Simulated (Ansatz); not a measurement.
## SnPt: energy above lowest point and pressure against volume scale

All results are calculated (Ansatz 0.2.0). Free energy against uniform scaling of the volume at fixed shape and fractions; periodic cell, basis, potentials, k mesh and filling as listed.

The cell before it is scaled or strained (space group P6_3/mmc, No. 194):
```
cell vectors (Å)
   4.1014     0.0000     0.0000
  -2.0507     3.5519     0.0000
   0.0000     0.0000     5.4405
atoms (fractions of the cell vectors)
Sn  0.33333  0.66667  0.25000
Sn  0.66667  0.33333  0.75000
Pt  0.00000  0.00000  0.00000
Pt  0.00000  0.00000  0.50000
```

Settings of every row: functional PBEsol; dispersion none; potentials PAW; wave cutoff 500 eV; density cutoff 2000 eV; k mesh 7x7x4; k shift 0x0x0; occupations methfessel paxton; smearing width 0.05 eV; spin none.

Limits: coarse k mesh, up to 40 meV an atom off; no spin-orbit coupling, which can matter with elements this heavy.

```csv
row,volume scale,V (Å³/atom),energy above lowest point (meV/atom),pressure (GPa)
1,0.92,18.229,87.4,17.64
2,0.9467,18.758,40,11.3
3,0.9733,19.285,11.8,5.92
4,1,19.814,0,1.35
5,1.0267,20.343,2.1,-2.53
6,1.0533,20.87,?,?
7,1.08,21.399,39.9,-8.59
```

Question: what energy above lowest point and pressure should row 6 give?

Worked fit of energy above lowest point. Take u = (V_r/V)^(2/3) − 1 with V_r = 19.55 Å³ an atom, which is twice the finite (Eulerian) strain; such expansions in the strain, on which the Birch-Murnaghan equation of state is built, carry the rest volume and the bulk modulus. The shown rows have u = 0.04775, 0.02795, 0.00914, -0.0089, -0.02616, -0.05847. Least squares give energy above lowest point = 4.03 + 650.7 × u + 22350 × u² + 12459 × u³ meV/atom; a parabola predicts inner rows, each left out in turn, worse (root mean square 0.6 against 0.081 meV/atom). The rows lie off it by 0.0, 0.1, -0.1, 0.0, 0.0, 0.0. Its lowest point lies at u = -0.0147, or V = 19.99 Å³ an atom, and the curvature there gives the bulk modulus at fixed shape and fractions, B = (4/9)(1 + u)² E″(u)/V = 151 GPa. Letting shape and atoms relax would as a rule lower it, by much in layered, chain or molecular crystals. The withheld row has u = -0.04262, so the fit gives 4.03 + 650.7 × (-0.04262) + 22350 × (-0.04262)² + 12459 × (-0.04262)³ = 15.9 meV/atom.

The calculation gave 16 meV/atom. The fit lies 0.1 meV/atom (0.11 % of the column's range) below it, one unit of the last digit.

Worked fit of pressure. Take u = (V_r/V)^(2/3) − 1 with V_r = 19.55 Å³ an atom, which is twice the finite (Eulerian) strain; such expansions in the strain, on which the Birch-Murnaghan equation of state is built, carry the rest volume and the bulk modulus. The shown rows have u = 0.04775, 0.02795, 0.00914, -0.0089, -0.02616, -0.05847. Least squares give pressure = 3.539 + 253.38 × u + 836.9 × u² + 873 × u³ GPa; a parabola predicts inner rows, each left out in turn, worse (root mean square 0.042 against 0.0089 GPa). The rows lie off it by 0.00, 0.01, -0.01, 0.00, 0.00, 0.00. The pressure vanishes at u = -0.0147, or V = 19.99 Å³ an atom, and there the bulk modulus at fixed shape and fractions is B = −V dP/dV = (2/3)(1 + u) dP/du = 151 GPa. Letting shape and atoms relax would as a rule lower it, by much in layered, chain or molecular crystals. The withheld row has u = -0.04262, so the fit gives 3.539 + 253.38 × (-0.04262) + 836.9 × (-0.04262)² + 873 × (-0.04262)³ = -5.81 GPa.

The calculation gave -5.81 GPa. The fit meets it to the printed digit.
